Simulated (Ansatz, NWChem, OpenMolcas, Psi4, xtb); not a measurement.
## A small benchmark: dipole moment

6 molecules of light elements (H to F); the dipole moment in D, computed less measured. Shapes, held fixed at every level: PBE0-D4/def2-TZVP. No vibrational averaging. Dipoles are compared by magnitude; molecules under 1 D, whose direction can flip, are left out. Programs: Ansatz 0.2.0, NWChem 7.3.0, OpenMolcas 26.06, Psi4 1.11, xtb 6.7.1. A level may come from different programs for different species; with the same settings they agree closely. Measured values: NIST CCCBDB.

Levels: A = GFN2-xTB; B = PBE-D4/def2-TZVPP; C = B3LYP/6-31G* (spherical functions); D = B3LYP-D4/def2-TZVPP.

```
                 molecule  measured      A      B      C      D
   HCN (hydrogen cyanide)      2.98  -0.34  -0.06  -0.08  +0.05
HNC (hydrogen isocyanide)      3.05  -0.33  +0.09  -0.07  +0.03
  NOF (nitrosyl fluoride)      1.81  -0.31  -0.55  -0.70  -0.42
   CHFO (formyl fluoride)      2.02  +0.04  -0.07  -0.05  +0.07
   C2H4F2 (SMILES CC(F)F)      2.27  +0.61  -0.22  -0.33  -0.07
  C3H6O (propylene oxide)      2.01  +0.31  -0.25  -0.08  -0.09
```

Which level does best on this set, which worst, and which err to one side?


```csv
level,kind,mean error,mean absolute error,worst case
GFN2-xTB,semi-empirical,-0.003,0.323,C2H4F2
PBE-D4/def2-TZVPP,GGA,-0.177,0.207,NOF
B3LYP/6-31G* (spherical functions),global hybrid,-0.218,0.218,NOF
B3LYP-D4/def2-TZVPP,global hybrid,-0.072,0.122,NOF
```

On this set B3LYP-D4/def2-TZVPP has the smallest mean absolute error and GFN2-xTB the largest. PBE-D4/def2-TZVPP is too low in 5 of 6; B3LYP/6-31G* (spherical functions) is too low in 6 of 6. All levels miss NOF on one side: the cause may be the shape, the tabulated value or an error that the levels share. The levels differ in basis as well as in method. The tabulated value of NOF is in doubt (older tables, estimates, or at odds with other calculations) and kept here. Over the 5 molecules whose values aren't doubted the mean absolute errors are A 0.326; B 0.138; C 0.122; D 0.062. The set is small.

The near-zero mean error of GFN2-xTB is a cancellation, not accuracy: it makes HCN and HNC too weakly polar but 1,1-difluoroethane and propylene oxide too strongly polar, so no uniform shift would repair it.

The two B3LYP columns isolate the effect of the basis, because an additive D4 term leaves the electron density, and hence the dipole at fixed geometry, unchanged. Going to the larger basis raises the dipole in every molecule except propylene oxide, where it hardly moves. The low bias of B3LYP/6-31G* is therefore largely a basis effect, probably because the small set gives the lone-pair and polar-bond density too little freedom to polarise. Among the undoubted values, the gain is greatest for 1,1-difluoroethane, whose error shrinks from -0.33 to -0.07 D.

The lead of B3LYP-D4/def2-TZVPP survives the removal of NOF, but the order of PBE-D4 and small-basis B3LYP reverses, so the set doesn't support ranking one of those two above the other.
